## Appendix: The anomalous-moment term of hydrogen-like iron as a central tensor coupling

### Statement

One electron moves in the field of a fixed point nucleus with $Z=26$ (Fe$^{25+}$). In the standard representation, with $\gamma_5$ the off-diagonal unit matrix and $\boldsymbol\alpha=\gamma_5\boldsymbol\Sigma$, the central Hamiltonian is

$$H=c\,\boldsymbol\alpha\cdot\mathbf p+\beta\,[mc^2+S(r)]+V(r)-i\beta\,\boldsymbol\alpha\cdot\hat{\mathbf r}\,U(r)+i\beta\gamma_5P(r),$$

with $S,V,U,P$ real energies. The data are $\alpha=1/137.036$, $mc^2=510\,999$ eV, $\lambda_C=\hbar/mc=386.159$ fm and the one-loop (Schwinger) anomaly $a=\alpha/2\pi$. An assumed nuclear rms radius of 3.7 fm and an assumed mass of 56 u serve for estimates only.

(a) Find which couplings conserve $\kappa$ and give the radial equations. (b) Find $U(r)$ for the anomalous moment. (c) Compute the first-order shifts of $1s_{1/2}$, $2s_{1/2}$, $2p_{1/2}$, $2p_{3/2}$ and of the $2p$ fine structure. (d) Estimate what a constant $a$ leaves out.

### (a) Symmetries and radial equations

All five terms are rotational scalars, so $\mathbf J$ is conserved. Let $K=\beta(\boldsymbol\Sigma\cdot\mathbf L/\hbar+1)$, with eigenvalue $-\kappa$, where $\kappa=-(l+1)$ for $j=l+\tfrac12$ and $\kappa=l$ for $j=l-\tfrac12$. $K$ commutes with $\boldsymbol\alpha\cdot\mathbf p$, with $\beta$ and with any function of $r$. The matrix $\gamma_5$ anticommutes with $\beta$ and commutes with $\boldsymbol\Sigma\cdot\mathbf L/\hbar+1$, while $\boldsymbol\Sigma\cdot\hat{\mathbf r}$ commutes with $\beta$ and anticommutes with $\boldsymbol\Sigma\cdot\mathbf L/\hbar+1$. In $\boldsymbol\alpha\cdot\hat{\mathbf r}=\gamma_5\boldsymbol\Sigma\cdot\hat{\mathbf r}$ the two signs cancel, so the tensor term commutes with $K$. In $\beta\gamma_5P$ one sign remains, so the pseudoscalar anticommutes with $K$ and connects $\kappa$ only to $-\kappa$. Parity ($\beta$ times $\mathbf r\to-\mathbf r$, eigenvalue $(-1)^l$) gives the same verdict, since $\kappa$ and $-\kappa$ share $j$ and differ by one unit in $l$.

For $P=0$ write

$$\psi=\frac1r\begin{pmatrix}g\,\Omega_{\kappa m}\\ i f\,\Omega_{-\kappa m}\end{pmatrix},\qquad \boldsymbol\sigma\cdot\hat{\mathbf r}\,\Omega_{\kappa m}=-\Omega_{-\kappa m},\qquad\int_0^\infty(g^2+f^2)\,dr=1 .$$

Then $\boldsymbol\sigma\cdot\mathbf p\,(g\,\Omega_{\kappa m}/r)=i\hbar\,(g'+\kappa g/r)\,\Omega_{-\kappa m}/r$. The tensor term adds $-iU\boldsymbol\sigma\cdot\hat{\mathbf r}$ to the upper-right block of $H$ and $+iU\boldsymbol\sigma\cdot\hat{\mathbf r}$ to the lower-left block. The result is

$$\hbar c\,g'+\Big(\frac{\hbar c\,\kappa}{r}-U\Big)g=(E+mc^2+S-V)f,$$
$$\hbar c\,f'-\Big(\frac{\hbar c\,\kappa}{r}-U\Big)f=-(E-mc^2-S-V)g .$$

The combination $\hbar c\kappa/r-U$ belongs to the sign $-i\beta\,\boldsymbol\alpha\cdot\hat{\mathbf r}\,U$ in $H$, and no choice of phase for $f$ alters it. The substitution $g\leftrightarrow f$, $\kappa\to-\kappa$, $E\to-E$, $V\to-V$, $U\to-U$, $S\to S$ exchanges the two equations. This is charge conjugation: $S$ is even, $V$ and $U$ are odd. The pseudoscalar has no diagonal element, and between $(g,f)$ of $\kappa$ and $(\tilde g,\tilde f)$ of $-\kappa$ its element is $-\int P\,(\tilde g f+\tilde f g)\,dr$. It would mix $2s_{1/2}$ with $2p_{1/2}$. From here on $S=P=0$.

### (b) The Pauli term

An anomalous moment $\mu_a=aq\hbar/2m$ of a particle of charge $q$ adds $-\mu_a\beta\,(\boldsymbol\Sigma\cdot\mathbf B-i\boldsymbol\alpha\cdot\mathbf E/c)$ to $H$. With $\mathbf B=0$ and $q\mathbf E=-V'\hat{\mathbf r}$ this is the tensor term with

$$U=\tfrac12a\lambda_CV'(r)=\frac{a\,Z\alpha\,\hbar c\,\lambda_C}{2r^2}\qquad\text{for }V=-\frac{Z\alpha\hbar c}{r}.$$

$U$ reverses with $V$, as charge conjugation requires. The two-component reduction confirms the sign. The product $(c\boldsymbol\sigma\cdot\mathbf p-iU\boldsymbol\sigma\cdot\hat{\mathbf r})(c\boldsymbol\sigma\cdot\mathbf p+iU\boldsymbol\sigma\cdot\hat{\mathbf r})/2mc^2$ contains, linear in $a$,

$$2a\Big[\tfrac18\lambda_C^2\nabla^2V+\tfrac12\lambda_C^2\frac{V'}{r}\frac{\mathbf L\cdot\mathbf s}{\hbar^2}\Big],\qquad\mathbf s=\tfrac{\hbar}{2}\boldsymbol\sigma,$$

so the Darwin and spin-orbit terms both acquire the factor $1+2a$. With nonrelativistic wave functions this gives the leading shift

$$\delta E^{(0)}=-\frac{E_a}{n^3\kappa(2l+1)},\qquad E_a=a(Z\alpha)^4mc^2 .$$

Numerically $Z\alpha=0.189731$, $a=1.16141\times10^{-3}$, $(Z\alpha)^4mc^2=662.18$ eV and $E_a=769.06$ meV. At the Bohr radius of the ion, $\lambda_C/Z\alpha=2035$ fm, one has $U=2.03$ eV against $|V|=18.4$ keV, so first order is ample there. $U$ overtakes $\hbar c/r$ only below $aZ\alpha\lambda_C/2=0.043$ fm, deep inside the nucleus, where the point-charge form has lost its meaning.

### (c) First-order shifts with Dirac-Coulomb functions

The radial equations are an eigenvalue problem for $(g,f)$ in which $-U$ stands in both off-diagonal places. Hence

$$\delta E=-2\int_0^\infty Ugf\,dr=-aZ\alpha\,mc^2\lambda_C^2\int_0^\infty\frac{gf}{r^2}\,dr .$$

Define $\gamma=\sqrt{\kappa^2-(Z\alpha)^2}$, $n_r=n-|\kappa|$, $N=\sqrt{n_r^2+2n_r\gamma+\kappa^2}$, $\varepsilon=E/mc^2=(n_r+\gamma)/N$, the decay constant $k=Z\alpha/(N\lambda_C)$ and $x=2kr$. Note $\sqrt{1-\varepsilon^2}=Z\alpha/N$.

*Nodeless states* ($n_r=0$, $N=|\kappa|$). Here $g=C\sqrt{1+\varepsilon}\,x^\gamma e^{-x/2}$ and $f=-C\sqrt{1-\varepsilon}\,x^\gamma e^{-x/2}$. The ratio $\Gamma(2\gamma-1)/\Gamma(2\gamma+1)=1/[2\gamma(2\gamma-1)]$ gives

$$\int\frac{gf}{r^2}\,dr=-\frac{Z\alpha}{N}\,\frac{(2k)^2}{4\gamma(2\gamma-1)},\qquad\delta E=\frac{E_a}{N^3\gamma(2\gamma-1)} .$$

The integral converges for $\gamma>\tfrac12$.

*States with $n=2$, $\kappa=\pm1$* ($n_r=1$, $N^2=2+2\gamma$). With $b=2\gamma+1=N^2-1$ and $w=(N-\kappa)(1-x/b)$,

$$g=C\sqrt{1+\varepsilon}\,x^\gamma e^{-x/2}(w-1),\qquad f=-C\sqrt{1-\varepsilon}\,x^\gamma e^{-x/2}(w+1).$$

With the weight $x^{2\gamma}e^{-x}$ the mean of $w$ vanishes and that of $w^2$ is $(N-\kappa)/(N+\kappa)$, so $\int(g^2+f^2)\,dx=4NC^2\Gamma(b)/(N+\kappa)$. With the weight $x^{2\gamma-2}e^{-x}$ the mean of $w^2-1$ is $2N(1-\kappa N)/[(N+\kappa)b]$. Therefore

$$\delta E=E_a\,\frac{1-\kappa N}{N^3\gamma\,(4\gamma^2-1)} .$$

For $Z\alpha\to0$ both results reduce to $\delta E^{(0)}$. For iron, $\gamma=0.981836$ for $|\kappa|=1$, $\gamma=1.990980$ for $|\kappa|=2$, and $N=1.990897$ for $2s_{1/2}$ and $2p_{1/2}$. The last two columns of the table come from part (d).

| level | $\kappa$ | $\delta E^{(0)}$ (meV) | $\delta E/\delta E^{(0)}$ | $\delta E$ (meV) | removed by $F_2$ (%) | with $F_2$ (meV) |
|---|---|---|---|---|---|---|
| $1s_{1/2}$ | $-1$ | 769.1 | 1.0569 | 812.8 | 25 | 607 |
| $2s_{1/2}$ | $-1$ | 96.13 | 1.0813 | 103.95 | 26 | 77 |
| $2p_{1/2}$ | $+1$ | $-32.04$ | 1.0747 | $-34.44$ | 2.8 | $-33.5$ |
| $2p_{3/2}$ | $-2$ | 16.02 | 1.0106 | 16.19 | 0.15 | 16.2 |

Without $U$ the Coulomb levels depend on $n$ and $|\kappa|$ only. The tensor term enters beside $\hbar c\kappa/r$ with a fixed sign, and so it separates $2s_{1/2}$ from $2p_{1/2}$ without mixing them. The Dirac interval $2p_{3/2}-2p_{1/2}$ is $\tfrac12(\gamma_{|\kappa|=2}-N)\,mc^2=21.17$ eV. The tensor term widens it by $16.19+34.44=50.63$ meV, a fraction $2.39\times10^{-3}$, where the leading order gives $E_a/16=48.07$ meV and the fraction $2a=2.32\times10^{-3}$.

### (d) What a constant anomaly omits

The digits above are those of the model. The CODATA anomaly $1.15965\times10^{-3}$ would lower every shift by 0.15 %. Recoil enters at relative order $m/M\approx1\times10^{-5}$. The nuclear radius $R$ affects the $1s$ integral at relative order $2Z\alpha R/\lambda_C\approx0.4$ %.

The larger omission is that $a$ is the zero-momentum value of a form factor. For a free electron at one loop and spatial momentum transfer $\hbar Q$,

$$F_2(Q^2)=a\int_0^1\frac{d\xi}{1+\xi(1-\xi)\lambda_C^2Q^2}.$$

Set $\eta=1/[\lambda_C\sqrt{\xi(1-\xi)}]$. The Coulomb kernel $1/Q^2$ times the integrand equals $1/Q^2-1/(Q^2+\eta^2)$, so $1/r$ becomes $(1-e^{-\eta r})/r$ inside the Pauli term, and

$$U(r)\to\frac{aZ\alpha\hbar c\lambda_C}{2r^2}\Big[1-\int_0^1(1+\eta r)\,e^{-\eta r}\,d\xi\Big].$$

Each power $x^{p-1}e^{-x}$ in $gf/x^2$ loses the fraction $\int_0^1t^p[1+p(1-t)]\,d\xi$ of its integral, with $t=2k/(2k+\eta)$. The nodeless states have the single exponent $p=2\gamma-1$, and the others have $p=2\gamma-1,\,2\gamma,\,2\gamma+1$ weighted by the terms of $w^2-1$. For $1s$ the leading loss is $\tfrac{\pi}{2}Z\alpha=0.30$, which is one power of $Z\alpha$ lower than the relativistic enhancement. Numerical integration gives the percentages in the table.

For the $s$ levels the loss of about a quarter outweighs the relativistic enhancement of the fourth column, so a constant $a$ fixes only the order of magnitude and sign of this piece. It is also only one piece of the radiative shift. The charge form factor, the binding of the electron in intermediate states and vacuum polarisation are absent. A typical value for the whole $1s$ Lamb shift of Fe$^{25+}$ is about 4 eV, so the model's 0.81 eV falls short of it by a factor of about 5.

The $2p$ fine structure is the favourable case. At order $\alpha(Z\alpha)^4mc^2$ the other one-loop contributions to a $p$ level do not depend on $j$ and cancel in the interval. The form factor changes 50.63 meV to 49.6 meV. The omitted terms start at relative order $(Z\alpha)^2=0.036$, up to a logarithm, which is the order of both the relativistic enhancement and the form-factor loss. The model's radiative widening of the 21.17 eV interval is thus about 50 meV, uncertain by a few meV.